Dy47+ has one electron fewer than Dy46+ and 15 mhartree more correlation energy. It correlates nine electrons, half as many as Dy38+, and has a quarter as many electron pairs, 36 against 153. Yet its MP2 energy is still about 0.5 hartree against 0.8 hartree, roughly 13 eV against 21 eV. Per correlated electron it is the most strongly correlated row of the series, with 54 mhartree against 43 at the closed shell and 40 at Dy41+. The row is no outlier, since two rates govern the whole series. Each 3d electron removed takes away about 64 to 75 mhartree from the pairs that involve 3d. It also gives back energy to the 3s and 3p electrons, about 6 mhartree at the start of the series and nearly 80 at the end. The total turns where the second rate overtakes the first.

MP2 correlation energies of Dy ions in their ground configurations, computed with PySCF 2.14.0, a spin-free X2C one-electron Hamiltonian and a Gaussian nucleus. Each ion has one real unrestricted Hartree-Fock determinant at highest spin and an even-tempered basis up to g functions, scaled to the ion. Selected contributions are given by pair of occupied subshells.

```tsv
species	electrons	configuration	functions by l	frozen electrons	MP2 (mhartree)	same-spin share	pair 3p-3d (mhartree)	pair 3p-3p (mhartree)	pair 3d-3d (mhartree)	pair 3s-3p (mhartree)
Dy38+	28	[Ar] 3d10	18s 13p 8d 4f 3g	10	-781.3	0.337	-222.3	-62.7	-405.4	-30.5
Dy39+	27	[Ar] 3d9	18s 13p 8d 4f 3g	10	-720.5	0.329	-235.6	-65.7	-328.5	-33.6
Dy40+	26	[Ar] 3d8	18s 13p 8d 4f 3g	10	-651.0	0.322	-241.0	-68.3	-252.2	-36.4
Dy41+	25	[Ar] 3d7	18s 13p 8d 4f 3g	10	-596.1	0.327	-241.9	-79.6	-185.7	-39.6
Dy44+	22	[Ar] 3d4	18s 12p 7d 4f 3g	10	-489.8	0.337	-191.2	-165.9	-44.0	-48.7
Dy45+	21	[Ar] 3d3	18s 12p 7d 4f 3g	10	-474.8	0.293	-153.6	-212.7	-20.0	-52.0
Dy46+	20	[Ar] 3d2	18s 12p 7d 4f 3g	10	-472.5	0.266	-108.9	-271.4	-5.2	-55.1
Dy47+	19	[Ar] 3d1	18s 12p 7d 4f 3g	10	-487.4	0.259	-58.1	-344.4	0.0	-58.5
```

The ten 1s, 2s and 2p electrons are frozen, so the MP2 column is the correlation energy of the $n = 3$ shell only. A column such as "pair 3p-3d" collects all double excitations that start from one 3p and one 3d electron. The same-spin share is the part of the total that comes from pairs of parallel spin. All energies below are magnitudes.

Second-order correlation energy needs two things: a pair of electrons, and a pair of empty orbitals into which their repulsion can scatter them. In Dy38+ the $n = 3$ shell is full and every excitation must reach $n = 4$ or higher, which lies far up in an ion of this charge. Taking out a 3d electron destroys the pairs it belonged to, but it leaves a hole in the same shell as 3s and 3p. That hole overlaps them strongly and costs only a fraction of the energy of a step to $n = 4$. In the formula

$$E^{(2)} = -\sum_{i<j}\sum_{a<b}\frac{|\langle ij\|ab\rangle|^2}{\varepsilon_a+\varepsilon_b-\varepsilon_i-\varepsilon_j},$$

with $i,j$ occupied, $a,b$ empty and $\varepsilon$ the orbital energies, ionization shortens the first sum and adds large terms to the second. The $1/Z$ expansion says how large. Repulsion integrals grow as $Z$. A gap to $n = 4$ grows as $Z^2$, so an ordinary pair energy tends to a constant. The 3p-3d gap arises only from screening in the non-relativistic limit and grows as $Z$, so excitations inside the shell give an energy proportional to $Z$. This scaling is an argument from theory, since every row here has the same nucleus, and scalar relativity alters the gap at $Z = 66$. It makes plausible that six 3p electrons, worth 62.7 mhartree among themselves in Dy38+, are worth 344.4 in Dy47+.

If the radial orbitals and the denominators are held fixed, each pair column becomes a matter of counting. Let $n$ be the number of 3d electrons and $h = 10 - n$ the number of holes. At highest spin the majority spin $\alpha$ fills first, so from 3d$^{10}$ to 3d$^5$ all holes have spin $\beta$. Below half filling there are five $\beta$ holes and $h_\alpha = 5 - n$ holes of spin $\alpha$. Parity then decides how many electrons of a pair may enter 3d. A 3s-3p or 3p-3d pair is odd, two 3d orbitals are even, so at most one electron can use a hole and the other must go to a higher p or f orbital. A 3s-3s, 3p-3p or 3s-3d pair is even, and both electrons may land in 3d.

The odd pairs are therefore simple. The 3s-3p column should be a straight line in $h$, and it is: 30.4 mhartree plus 3.1 per hole meets all eight rows within 0.3 mhartree, or about 0.5 % of the value. If spin is ignored, the 3p-3d column should be the number of 3d electrons times a linear function of the holes, $n(a + bh)$, a parabola. The energy per 3d electron does rise in every row, from 22 to 58 mhartree. With $a = 22$ and $b = 4.15$ the parabola peaks at $n = 7.7$. The table has a flat top there, 241.0 at 3d$^8$ and 241.9 at 3d$^7$, and the model, which is worst at Dy44+ (3.2 mhartree or 1.7 % low), is too coarse to order those two rows. Its worst row marks a kink: the energy per 3d electron gains about 4 to 4.5 per hole up to Dy44+ and about 3.4 after it, where each new hole has the spin of the 3d electrons that remain.

The 3d-3d column counts occupied pairs. Its zero at Dy47+ is built in, as a single electron has no partner. One constant for all $n(n-1)/2$ pairs, 9.0 mhartree, serves the four d-rich rows but overshoots Dy44+ by 10 mhartree out of 44. Separate constants, about 10.5 for opposite and 7.2 for parallel spins, cut the rms error from 4.9 to 1.6 mhartree. Parallel electrons are already kept apart by antisymmetry, and below half filling all 3d pairs are parallel. Even these are not alike: the energy per pair falls from 7.3 through 6.7 to 5.2 mhartree from 3d$^4$ to 3d$^2$. Two parallel d electrons couple to $^3F$ or $^3P$, and the Hund term prefers $^3F$, in which they avoid each other best. In the Hund terms 3d$^2$ is one pure $^3F$ pair, 3d$^3$ holds 0.6 of a $^3P$ pair among three, and 3d$^4$ holds 1.8 among six. Taking 5.2 for $^3F$ from Dy46+, Dy45+ gives $(20.0 - 2.4 \times 5.2)/0.6 = 12.5$ mhartree for a $^3P$ pair and Dy44+ gives $(44.0 - 4.2 \times 5.2)/1.8 = 12.3$. Three rows and two constants are thin evidence, but the agreement fits the picture.

The 3p-3p column carries the upturn, and its steps are uneven: 3.0, 2.6 and 11.3 mhartree over the first three ionizations, 86.3 over the three electrons from Dy41+ to Dy44+, then 46.8, 58.7 and 73.0. The excitation 3p$^2 \to$ 3d$^2$ needs two holes, and it conserves spin. A 3p pair of opposite spins needs one $\alpha$ and one $\beta$ hole. There are $h_\alpha h_\beta$ such hole pairs, none in Dy38+ to Dy41+ and 5, 10, 15, 20 in Dy44+ to Dy47+. With all five $\beta$ orbitals empty and 3p full, spherical symmetry makes every $\alpha$ hole contribute equally. A 3p pair of parallel spins can only be $^3P$, and the repulsion conserves $L$, so it couples only to the $^3P$ content of a parallel pair of holes. This content, $W$, follows from Clebsch-Gordan coefficients. It is zero for the two holes of 3d$^8$, which form $^3F$, 0.6 for the three holes of 3d$^7$, and 3 for five parallel holes, whose ten pairs divide into seven $^3F$ and three $^3P$. The $\alpha$ holes add 0, 0, 0.6 and 1.8 from 3d$^4$ to 3d$^1$.

This explains why Dy40+, with two holes, gains no more than Dy39+ with one: the channel exists by spin and is closed by angular momentum. It opens at Dy41+, where the excess over the earlier steps of about 2.8 is $11.3 - 2.8 = 8.5$ mhartree, or 14 per unit of $W$. The model

$$|E_{3p3p}| = c_0 + c_1 h + c_P W + c_{\uparrow\downarrow} h_\alpha h_\beta,$$

fitted to all eight rows, gives $c_P = 15.0$, close to that value. For Dy47+, with $h = 9$, $W = 4.8$ and $h_\alpha h_\beta = 20$,

$$64.3 + 1.38 \times 9 + 15.0 \times 4.8 + 9.63 \times 20 = 64.3 + 12.4 + 72.0 + 192.6 = 341.3 \text{ mhartree},$$

against 344.4 in the table. The row was part of the fit and is its worst in absolute terms, 3.1 mhartree or 0.9 % low. By this count about three quarters of the 3p-3p energy of Dy47+ comes from excitation into two 3d holes. That split is the model's reading; the calculation resolves the energy by occupied pair only.

Four constants on eight rows can fit much, so the supports matter more than the rms error of 2.0 mhartree. Counting parallel hole pairs without regard to term gives 2.9, only moderately worse, but it needs a negative energy per hole, which a fixed-orbital sum of squares cannot produce. Angular algebra also fixes the ratio $c_P/c_{\uparrow\downarrow}$. The matrix element for total $L$ is a sum of the Slater integrals $G^1$ and $G^3$ of 3p and 3d weighted by 6j symbols, and with the hydrogenic $G^3/G^1 = 0.70$ and equal denominators the ratio is 1.68, against 1.56 from the fit. Imposing it leaves the rms error at 2.0 with three constants. The constants still trade against each other: $c_1$ comes out near 1 to 1.4, well below the steps of 3.0 and 2.6 that the first rows show directly, so it has no meaning of its own. The misfit is systematic, since the last three steps grow faster than the model allows, and it is far above the 0.05 mhartree to which the entries are rounded. A drift of the 3p-3d gap has the right sign: near the hydrogenic limit 3d is more compact than 3p, so each electron removed lowers the 3d level more than 3p, narrows the gap and makes later holes worth more. The table holds no orbital energies, so the size of this effect is not shown here. All fits and residuals are in the output printed after this text.

The clearest sign of these excitations comes from the 3s-3s pair of the same runs. It is a single pair of opposite spins, so 3s$^2 \to$ 3d$^2$ must wait for an $\alpha$ hole however many $\beta$ holes exist. Its energy creeps up by about 0.1 mhartree per electron from Dy38+ to Dy41+. Across the three-electron step to Dy44+, which creates one $\alpha$ hole, it gains 2.4, and each later electron adds 2.2 to 2.4. The exponents of all functions and the number of p and d functions change across that same step, which could raise a doubt, but 119 orbitals are kept on both sides, and the steep slope persists among the last four rows, which share one set size. The 3s-3d pair, which the table leaves out although it is larger than 3s-3p in the four d-rich rows, also grows per 3d electron, from 5.5 to nearly 12 mhartree.

The remaining irregularities follow from adding columns. The total falls by 60.8, 69.5 and 54.9 mhartree in the first three steps. The first is softened by the climb of 3p-3d, 13 mhartree, and the third by the opening of the $^3P$ channel together with a smaller 3d-3d loss. Dy40+ has little of either. All exponents also change between Dy39+ and Dy40+, and the 3s-3s, 3s-3p and 3p-3p steps dip slightly there, so part of that step may belong to the basis. The same-spin share climbs back to 0.337 at Dy44+, where all 3d pairs are parallel, the $\beta$ holes offer their full $^3P$ content and only one $\alpha$ hole exists. It then drops to 0.259 as opposite-spin excitations multiply. The numbers show the opposite-spin energy rising from about 325 to 361 mhartree over the last four rows while the same-spin energy falls from 165 and levels at 126. The early dip from 0.337 to 0.322 stays unexplained. A loss of $^3P$ pairs cannot account for its start, because their fraction among the parallel 3d pairs is the same in 3d$^{10}$ and 3d$^9$, and the pair columns are not split by spin.

That there is a shallow minimum is secure within MP2; where it lies is not. Dy45+ and Dy46+ differ by 2.3 mhartree and use different exponents, and the four fitted models summed miss Dy46+ by 6 mhartree. Spin-component scaling, which weights opposite spins by 6/5 and parallel spins by 1/3, moves the smallest value among these rows to Dy44+, at 445 against 458 for Dy46+. The terms that drive the upturn are those with the smallest denominators, where second order is least dependable: inside the shell integrals and gaps both grow as $Z$, so higher orders do not fade at high charge, and a higher level of theory could shift the balance. Stopping the basis at g functions underestimates all rows and the 3d-3d pairs most, which makes the true descent on the d-rich side steeper than shown.

The term counting assumes that each open-shell determinant is the pure Hund term. A single real unrestricted determinant can mix terms, and purity is inferred here only from the way the steps at Dy40+ and Dy41+ behave. The counting also describes a spin-free calculation. At this $Z$ spin-orbit coupling splits 3d and 3p strongly, and Dy44+, whose ground level has $J = 0$, is nearer to a filled 3d$_{3/2}$ subshell than to four parallel spins. In the real ions the holes would have to be counted by $j$, and the kinks would sit elsewhere. What carries over is the rule for guessing a neighbour: count the occupied pairs lost, then ask which holes in the same principal shell a filled subshell can reach under parity and angular momentum. In the spin-free picture a half-filled 3d shell would still show a nearly flat 3s-3s pair, and an empty one would continue the rise that begins at Dy47+.

Printed output of the fit:

```
magnitudes in mhartree; rounding floor 0.05 per entry; rows Dy38+ to Dy47+
n(3d): 10 9 8 7 4 3 2 1 | alpha holes: 0 0 0 0 1 2 3 4 | beta holes: 0 1 2 3 5 5 5 5
dd same-spin pairs: 20 16 13 11 6 3 1 0 | opposite: 25 20 15 10 0 0 0 0
hole pairs opp: 0 0 0 0 5 10 15 20 | same: 0 0 1 3 10 11 13 16 | 3P weight: 0.0 0.0 0.0 0.6 3.0 3.0 3.6 4.8
3d-3d by spin: same=7.22, opp=10.53 rms=1.55
   model-table: 2.4 -2.3 -0.3 -0.9 -0.7 1.7 2.0 0.0 | worst Dy38+
3d-3d rival n(n-1)/2: pair=9.01 rms=4.93
   model-table: -0.1 -4.3 -0.0 3.4 10.0 7.0 3.8 0.0 | worst Dy44+
3d-3d per pair (n>1): 9.01 9.12 9.01 8.84 7.33 6.67 5.20
3s-3p linear: a=30.37, per hole=3.10 rms=0.16
   model-table: -0.1 -0.1 0.2 0.1 0.2 0.0 0.0 -0.3 | worst Dy47+
3p-3d n(a+b h): a=22.09, b=4.15 rms=1.66
   model-table: -1.4 0.6 2.2 -0.1 -3.2 -0.1 1.7 1.4 | worst Dy44+
   model peak at n=7.7; table per d electron: 22.2 26.2 30.1 34.6 47.8 51.2 54.5 58.1
3p-3p 3P-weighted: c0=64.31, hole=1.38, 3P=15.01, opp=9.63 rms=1.95
   model-table: 1.6 -0.0 -1.2 -2.1 -0.1 2.6 2.4 -3.1 | worst Dy47+
3p-3p rival plain count: c0=65.47, hole=-2.05, same=6.29, opp=9.62 rms=2.86
   model-table: 2.8 -2.3 -0.6 -1.4 -1.7 3.8 3.8 -4.3 | worst Dy47+
hydrogenic G3/G1=0.70; 3P/opp ratio: theory (equal denominators) 1.68, fit 1.56
3p-3p ratio fixed: c0=64.62, hole=1.02, opp=9.53 rms=1.98
   model-table: 1.9 -0.1 -1.7 -2.3 0.6 2.5 2.1 -3.0 | worst Dy47+
3p-3p steps between listed rows: 3.0 2.6 11.3 86.3 46.8 58.7 73.0 | last/first 5.49
Dy41+->Dy44+ 3p-3p step 86.3; model parts hole 4.1, 3P 36.0, opp 48.1
3s-3s (further outputs): c0=5.08, hole=0.09, alpha hole=2.15 rms=0.05
   model-table: 0.0 -0.0 -0.0 -0.1 -0.0 0.1 0.1 -0.1 | worst Dy47+
3s-3s steps: 0.14 0.08 0.15 2.38 2.16 2.25 2.38
unlisted pairs (total - four): 60.4 57.1 53.1 49.3 40.0 36.5 31.9 26.4 (floor 0.25)
  of which 3s-3d: 55.4 51.9 47.8 43.9 32.2 26.5 19.7 11.8 | per d electron: 5.5 5.8 6.0 6.3 8.1 8.8 9.8 11.8
four fitted models summed minus four listed pairs: 2.5 -1.8 0.8 -3.1 -3.7 4.2 6.2 -2.0
total steps: -60.8 -69.5 -54.9 -106.3 -15.0 -2.3 14.9
steps, pairs with 3d: -67.0 -75.0 -69.5 -204.1 -67.3 -66.4 -63.9
steps, 3s3p core pairs: 6.2 5.5 14.6 97.8 52.3 64.1 78.8
3d-3d share %: 51.9 45.6 38.7 31.2 9.0 4.2 1.1 -0.0 | 3p-3p share %: 8.0 9.1 10.5 13.4 33.9 44.8 57.4 70.7
same-spin energy: 263.3 237.0 209.6 194.9 165.1 139.1 125.7 126.2 (floor ~0.4 from share rounding)
opposite-spin energy: 518.0 483.5 441.4 401.2 324.7 335.7 346.8 361.2
SCS (6/5, 1/3): 709.4 659.2 599.5 546.4 444.7 449.2 458.1 475.5 | smallest at Dy44+
MP2 smallest at Dy46+ ; gap to Dy45+ 2.3, to Dy47+ 14.9
total per correlated electron: 43.4 42.4 40.7 39.7 40.8 43.2 47.2 54.2
```
